# Counting Jahn-Teller constants: three hoppings for the ${}^2E$ state of NH$_3^+$

**Student:** The sixth-order $E\otimes e$ matrix of Viel and Eisfeld (2004) has one coupling constant at each of orders 1, 2 and 3 and two at each of orders 4, 5 and 6. I can reproduce it by trial. I can't tell whether a term is missing.

**Lecturer:** A character sum settles that. Write the two components of the $e$ mode as $Q_\pm=x\pm iy=\rho e^{\pm i\phi}$. Without spin-orbit coupling the electronic Hamiltonian is real, so in a real basis the $2\times2$ diabatic matrix is symmetric, and its elements span the symmetric square $[E^2]=A_1+E$. Each constant multiplies a set of polynomials in $x,y$ that transforms as $A_1$ (diagonal term) or as $E$ (coupling term). Molien's formula (1897) counts such sets. If $D(g)$ is the matrix of the operation $g$ on the mode, the number of sets of symmetry $\Gamma$ and degree $N$ is the coefficient of $t^N$ in

$$M_\Gamma(t)=\frac1{|G|}\sum_g\frac{\chi_\Gamma(g)^*}{\det[1-tD(g)]}.$$

It works because the $t^N$ coefficient of $1/\det[1-tD(g)]$ is the character of $g$ on polynomials of degree $N$ (all characters here are real). In $C_{3v}$ the determinants are $(1-t)^2$ for the identity, $1+t+t^2$ for the two rotations and $1-t^2$ for the three mirrors. With $\chi_E=(2,-1,0)$,

$$M_E=\frac13\left[\frac1{(1-t)^2}-\frac1{1+t+t^2}\right]=\frac{t+t^2}{(1-t^2)(1-t^3)},$$

and in the same way $M_{A_1}=1/[(1-t^2)(1-t^3)]$ and $M_{A_2}=t^3/[(1-t^2)(1-t^3)]$.

| order $N$ | 1 | 2 | 3 | 4 | 5 | 6 |
|---|---|---|---|---|---|---|
| diagonal, $A_1$ | 0 | 1 | 1 | 1 | 1 | 2 |
| coupling, $E$ | 1 | 1 | 1 | 2 | 2 | 2 |
| sum | 1 | 2 | 2 | 3 | 3 | 4 |

The entry 1 for $E$ at $N=1$ is the Jahn-Teller theorem for this case: a linear splitting is allowed.

**Student:** That is bookkeeping. A rational function can be written over many denominators. Why should I read this one as invariants of degree 2 and 3 and coupling terms of degree 1 and 2?

**Lecturer:** The series alone only suggests that reading. Let a model prove it. The ${}^2E$ state of the pyramidal ion has a hole in the $1e$ orbital, which is N-H bonding. Take three real bond orbitals $|0\rangle,|1\rangle,|2\rangle$ for the hole, put their common energy at zero, and let $\beta_k$ be the hopping between the two bonds other than $k$. These bonds enclose the H-N-H angle $k$, whose change is $s_k$. Keep only the $e$ bend, so the angles have a fixed sum:

$$s_k=\rho\cos(\phi-2\pi k/3),\qquad \sum_ks_k=0,\qquad \sum_ks_k^2=\tfrac32\rho^2 .$$

The six permutations of the hydrogens act on $(x,y)$ as $C_{3v}$, at any amplitude. With $\omega=e^{2\pi i/3}$ and $|\pm\rangle=3^{-1/2}\sum_j\omega^{\pm j}|j\rangle$, the $E$ block is

$$\begin{pmatrix}V&W\\W^*&V\end{pmatrix},\qquad V=-\frac13\sum_k\beta_k,\qquad W=\langle+|H|-\rangle=\frac23\sum_k\omega^k\beta_k .$$

The phase is $\omega^{-(i+j)}=\omega^k$ because $i+j+k=3$. The levels are $V\pm|W|$ with $|W|^2=\frac29\sum_{i<j}(\beta_i-\beta_j)^2$. Three real hoppings map one-to-one onto the three real numbers $V$, $\mathrm{Re}\,W$ and $\mathrm{Im}\,W$.

**Student:** And the $A_2$ series? $E\otimes E$ contains $A_2$, and $\rho^3\sin3\phi$ has that symmetry.

**Lecturer:** It would multiply $\mathrm{diag}(1,-1)$ in the $|\pm\rangle$ basis, which is an imaginary antisymmetric matrix in the real basis and odd under time reversal. A function of positions is even, so the product is forbidden. The model obeys this: real hoppings give equal diagonal elements.

Now the reduction. The identity $4\cos^3\theta=3\cos\theta+\cos3\theta$ makes all three $s_k$ roots of one cubic,

$$s^3=\tfrac34\,p\,s+\tfrac14\,q,\qquad p=\rho^2=x^2+y^2,\qquad q=\rho^3\cos3\phi=x^3-3xy^2 .$$

Every higher power of $s$ folds back, so $\beta_k=b(s_k)$ becomes $A+Bs_k+Cs_k^2$, where $A,B,C$ are series in $p$ and $q$. In closed form they describe the parabola through the three points $(s_k,b(s_k))$; in divided differences, $C=b[s_0,s_1,s_2]$ and $B=b[s_0,s_1]+Cs_2$. Insert $s_k=(Q_+\omega^{-k}+Q_-\omega^k)/2$. Then $\frac23\sum\omega^ks_k=Q_+$ and $\frac23\sum\omega^ks_k^2=Q_-^2/2$, so

$$V=-A-\tfrac12Cp,\qquad W=f\,Q_++g\,Q_-^2,\qquad f=B,\quad g=C/2 .$$

That is the integrity basis. The primary invariants $p,q$ give the denominator factors $1-t^2$ and $1-t^3$, and the generators $Q_+,Q_-^2$ give the numerator $t+t^2$.

**Student:** A generating set can overcount. Perhaps some combination $fQ_++gQ_-^2$ vanishes identically.

**Lecturer:** Treat $Q_+$ and $Q_-^2$ as vectors in the complex plane. Their determinant is $\mathrm{Im}(Q_+^*Q_-^2)=-\rho^3\sin3\phi$, the $A_2$ generator, which vanishes only on the mirror lines. The real functions $f,g$ would have to vanish off those lines, and hence everywhere. Also $p$ and $q$ obey no polynomial relation, since $\rho$ and $\cos 3\phi$ vary separately. The products $p^aq^bQ_+$ and $p^aq^bQ_-^2$ are therefore independent, their number at each order equals the Molien number, and nothing is missing. The same determinant shows that the two sheets can touch away from a mirror line only where $f$ and $g$ vanish together.

**Student:** Here is my real objection. A function $b(s)$ has one Taylor coefficient per order. Your table asks for three constants at order 4. The model can't show that.

**Lecturer:** For $b(s_k)$ alone you are right: it fills the slots in fixed ratios. Symmetry lets $\beta_0$ depend on the other two angles as well, symmetrically under $1\leftrightarrow2$. Since $s_1+s_2=-s_0$ and $s_1s_2=s_0^2-\frac34p$, the most general hopping is a series in $s_0$ and $p$, with free monomials $s^ap^j$. They are counted by

$$\frac1{(1-t)(1-t^2)}=\frac{1+t+t^2}{(1-t^2)(1-t^3)}=M_{A_1}+M_E ,$$

the last row of the table. At order 4 the monomials $s^4$, $ps^2$ and $p^2$ give $W=\frac14qQ_++\frac38pQ_-^2$, $\frac12pQ_-^2$ and $0$: two independent couplings and one purely diagonal term. The general three-hopping model is thus the general real $E\otimes e$ matrix, constant for constant. The group-theoretical reason is that the three angles carry the permutation representation $A_1+E=[E^2]$, and by Frobenius reciprocity its covariants are the invariants of the mirror that fixes one angle, the polynomials in $x$ and $y^2$.

**Student:** Then put numbers in.

**Lecturer:** Take $b(s)=b_0e^{-\gamma s}$, larger for a smaller angle, and add an elastic energy $\frac12F_0\sum s_k^2=\frac34F_0\,p$. With $u=\gamma\rho$ and modified Bessel functions $I_n$, the expansion $e^{-u\cos\theta}=\sum_n(-1)^nI_n(u)e^{in\theta}$ and the sum over $k$ give

$$W=2b_0\sum_{n\equiv1\ (\mathrm{mod}\ 3)}(-1)^nI_n(u)e^{in\phi},\qquad V=-b_0\sum_{n\equiv0\ (\mathrm{mod}\ 3)}(-1)^nI_n(u)e^{in\phi}.$$

$I_n$ holds the powers $u^{|n|+2j}$. In $W$, orders 1 to 6 therefore carry the harmonics $n=1$; $-2$; $1$; $-2$ and $4$; $1$ and $-5$; $-2$ and $4$, which is the Molien row again. Folding with the cubic gives the same terms in the integrity basis:

| $N$ | $V^{(N)}/(-b_0\gamma^N)$ | $W^{(N)}/(b_0\gamma^N)$ |
|---|---|---|
| 1 | $0$ | $-Q_+$ |
| 2 | $p/4$ | $Q_-^2/4$ |
| 3 | $-q/24$ | $-pQ_+/8$ |
| 4 | $p^2/64$ | $qQ_+/96+pQ_-^2/64$ |
| 5 | $-pq/384$ | $-3p^2Q_+/640-qQ_-^2/960$ |
| 6 | $p^3/2560+q^2/11520$ | $pqQ_+/1920+p^2Q_-^2/2560$ |

Every allowed slot is filled and no other appears. The two forms are linked by $Q_+^4=2qQ_+-pQ_-^2$ and $Q_-^5=2qQ_-^2-p^2Q_+$. The order-4 coupling, for instance, equals $Q_+^4/192+pQ_-^2/48$.

The inputs are assumed. I take $b_0=3.6$ eV, which puts the $A_1$ hole $3b_0=10.8$ eV above the $E$ pair, chosen near the typical spacing of about 11 eV between the $1e$ and $2a_1$ ionisations of ammonia. I take $F_0=5.0$ eV rad$^{-2}$ and $\gamma=0.8$ rad$^{-1}$. The mean surface then has the force constant $F_0-b_0\gamma^2/3=4.23$ eV rad$^{-2}$, chosen close to a typical $F\approx4.1$ eV rad$^{-2}$ for the $e$ bend of the neutral molecule.

**Student:** And $\gamma$?

**Lecturer:** It was chosen from the photoelectron band, whose two humps are typically placed roughly 0.7 eV apart. With a typical bending quantum $\hbar\omega_4\approx0.20$ eV, the dimensionless radius $\xi$ defined by $\frac12\hbar\omega_4\xi^2=\frac34F\rho^2$ has the unit $\sqrt{2\hbar\omega_4/3F}=0.180$ rad. The linear slope $b_0\gamma=2.88$ eV rad$^{-1}$ becomes $\kappa=0.52$ eV per unit of $\xi$. The ground-state radial density $\xi e^{-\xi^2}$ peaks at $\xi=1/\sqrt2$, where the linear splitting is $\sqrt2\kappa=0.73$ eV. That figure was put in, with the whole splitting assigned to the bend, so it tests nothing.

The static distortions lie on the mirror lines, where $\beta_1=\beta_2$. The levels there are $-\beta_0$ for the $a''$ state $(|1\rangle-|2\rangle)/\sqrt2$ and $(\beta_0-4\beta_1)/3$ for the $a'$ state. Measure energy from the symmetric point. At $\phi=\pi$ one angle closes by $\rho$, the lower level is $a''$, and

$$E_{a''}=\tfrac34F_0\rho^2-b_0(e^u-1).$$

The stationary condition is $ue^{-u}=\eta$ with $\eta=2b_0\gamma^2/3F_0=0.3072$. A local minimum exists for $\eta<1/e=0.368$, at $u=-\mathcal W_0(-\eta)=0.513$, where $\mathcal W_0$ is the principal Lambert function. This gives $\rho=0.642$ rad, or $36.8^\circ$, and $E=-0.871$ eV. From a typical neutral angle of $107^\circ$ the model's angles become about $70^\circ$, $125^\circ$ and $125^\circ$. At $\phi=0$ one angle opens, the lower level is $a'$, and

$$E_{a'}=\tfrac34F_0\rho^2+\tfrac13b_0\left(e^{-u}-4e^{u/2}+3\right),\qquad u=\tfrac13\eta\left(e^{-u}+2e^{u/2}\right)$$

at the stationary point, so $u=0.314$, $\rho=0.393$ rad or $22.5^\circ$, and $E=-0.562$ eV. The leading angular term of the lower sheet is $+2b_0(I_2+I_3+I_4)\cos3\phi$, so the three points with $\cos3\phi=-1$ are minima and the three with $\cos3\phi=+1$ are saddles. The barrier to pseudorotation is 0.309 eV. Truncating the matrix at order $N$ and relaxing $\rho$ on both lines gives the following, where $N=1$ means linear $W$ with quadratic $V$.

| $N$ | $\rho_{\min}$ (deg) | $E_{\min}$ (eV) | $E_{\rm saddle}$ (eV) | barrier (eV) |
|---|---|---|---|---|
| 1 | 26.0 | $-0.653$ | $-0.653$ | 0 |
| 2 | 31.8 | $-0.798$ | $-0.553$ | 0.245 |
| 3 | 35.7 | $-0.860$ | $-0.562$ | 0.298 |
| 4 | 36.6 | $-0.870$ | $-0.562$ | 0.308 |
| 6 | 36.8 | $-0.871$ | $-0.562$ | 0.309 |
| all | 36.8 | $-0.871$ | $-0.562$ | 0.309 |

The three decimals display convergence within the two-state model and nothing more.

**Student:** So order 4 is nearly enough, and the second constant hardly matters.

**Lecturer:** In this model, yes. The new harmonic $b_0u^4/192$ is 1.3 meV at the minimum, because an exponential converges fast at this $u$. The Molien series says how many constants may appear and says nothing of their size. Truncation can still change the topology far out. At order 2, $W$ vanishes at $u=4$ on the lines $\cos3\phi=1$, which gives three further conical intersections at $\rho=5$ rad, beyond any physical angle. The full exponential has none, since $W=0$ needs three equal hoppings.

**Student:** You threw away the $A_1$ level of your own $3\times3$ matrix. Doesn't that spoil the count?

**Lecturer:** It changes the constants and leaves the count. With $|A\rangle=3^{-1/2}\sum_j|j\rangle$ one finds $\langle A|H|+\rangle=-W/2$ and $\langle A|H|-\rangle=-W^*/2$. Second-order perturbation theory over the gap $3b_0$ adds $-W^{*2}/12b_0$ to $W$ and $-|W|^2/12b_0$ to $V$. The leading terms are $-b_0\gamma^2Q_-^2/12$ and $-b_0\gamma^2p/12$, the same generators as before. The quadratic coupling drops from $b_0\gamma^2/4$ to $b_0\gamma^2/6$, by a third, so this is no small neglect. On the mirror line the full matrix solves exactly. The $a''$ level stays at $-\beta_0$, so the minimum is untouched. The $a'$ level becomes $\frac12\beta_0-\sqrt{\frac14\beta_0^2+2\beta_1^2}$, which is lower by 0.046 eV at the saddle geometry, far more than the order-4 harmonic. After relaxation the barrier is 0.26 eV.

These energies are the model's and not the ion's. Only the scale of the linear coupling was tied to typical behaviour, and the barrier rests on the assumed exponential shape. The real ion also has the lone-pair hole, its ground state, which couples to the $E$ pair through the $e$ modes and opens a path for radiationless decay. It has $a_1$ modes too, and a second $e$ mode, the N-H stretch. For two $e$ modes each determinant is squared, $M_E=\frac13[(1-t)^{-4}-(1+t+t^2)^{-2}]$, and the coupling constants at orders 1 to 6 number 2, 3, 6, 13, 18 and 27. Trial and inspection become unreliable there, and the character sum does not.

**Student:** Does the trick survive in $T_d$, or was the cubic a lucky accident?

**Lecturer:** It survives with four sites. Think of the positive vacancy in silicon, with one electron in the $t_2$ level formed from four dangling bonds, and the $t_2$ combination of the neighbours' radial displacements:

$$r_0=\tfrac12(x+y+z),\quad r_1=\tfrac12(x-y-z),\quad r_2=\tfrac12(-x+y-z),\quad r_3=\tfrac12(-x-y+z).$$

The classes $E$, $8C_3$, $3C_2$, $6S_4$, $6\sigma_d$ have the determinants $(1-t)^3$, $1-t^3$, $(1-t)(1+t)^2$, $(1+t)(1+t^2)$ and $(1-t)^2(1+t)$. With $\chi_E=(2,-1,2,0,0)$, $\chi_{T_2}=(3,0,-1,-1,1)$ and $d=(1-t^2)(1-t^3)(1-t^4)$,

$$M_{A_1}=\frac1d,\qquad M_E=\frac{t^2+t^4}d,\qquad M_{T_2}=\frac{t+t^2+t^3}d .$$

The real symmetric $3\times3$ matrix spans $[T_2^2]=A_1+E+T_2$.

| order $N$ | 1 | 2 | 3 | 4 | 5 | 6 |
|---|---|---|---|---|---|---|
| $A_1$ | 0 | 1 | 1 | 2 | 1 | 3 |
| $E$ | 0 | 1 | 0 | 2 | 1 | 3 |
| $T_2$ | 1 | 1 | 2 | 2 | 4 | 4 |
| sum | 1 | 3 | 3 | 6 | 6 | 10 |

The six hoppings $\beta_{ij}$ map one-to-one onto the six matrix elements. In the basis $|x\rangle=\frac12(1,1,-1,-1)$, $|y\rangle=\frac12(1,-1,1,-1)$, $|z\rangle=\frac12(1,-1,-1,1)$,

$$H_{xy}=\tfrac12(\beta_{12}-\beta_{03}),\qquad H_{zz}=\tfrac12(\beta_{03}+\beta_{12}-\beta_{01}-\beta_{02}-\beta_{13}-\beta_{23}).$$

The hopping $\beta_{03}$ must be unchanged by the swaps $0\leftrightarrow3$ and $1\leftrightarrow2$. It is therefore a free series in $r_0+r_3=z$, $(r_0-r_3)^2=(x+y)^2$ and $(r_1-r_2)^2=(x-y)^2$, counted by $1/[(1-t)(1-t^2)^2]$. This equals $M_{A_1}+M_E+M_{T_2}$, the last row.

**Student:** And the generators?

**Lecturer:** The invariants are $e_1=x^2+y^2+z^2$, $xyz$ and $e_2=x^2y^2+y^2z^2+z^2x^2$, of degrees 2, 3 and 4. For $H_{xy}$ the generators are $z$, $xy$ and $z^3$. For the traceless diagonal they are the $E$ pair $(2z^2-x^2-y^2,\ \sqrt3(x^2-y^2))$ and the same pair with fourth powers. You can see why the lists stop. The squares $x^2,y^2,z^2$ are roots of one cubic, so $z^6=e_1z^4-e_2z^2+(xyz)^2$ folds back onto $z^4$, $z^2$ and 1. Dividing by $z$ gives $z^5=e_1z^3-e_2z+(xyz)\,xy$, which closes the $T_2$ list. The count covers one $t_2$ mode only. The vacancy also has an $e$ mode, which is typically held to drive its tetragonal distortion, and a second $t_2$ mode.

**Student:** Both cases came out with no relations among the invariants. Is that general?

**Lecturer:** No. Both groups act on these modes as groups generated by reflections, and for these Chevalley's theorem (1955) gives algebraically independent invariants whose degrees multiply to the group order, $2\cdot3=6$ and $2\cdot3\cdot4=24$. Each representation then appears among the generators as many times as its dimension: two $E$ generators in both groups and three $T_2$ generators in $T_d$. On two $e$ modes a mirror reverses two coordinates instead of one and is no longer a reflection of the four-dimensional mode space. The Molien series still counts exactly, but secondary invariants enter the numerator of $M_{A_1}$, products of them obey relations, and the integrity basis has to be built order by order until its count meets the series.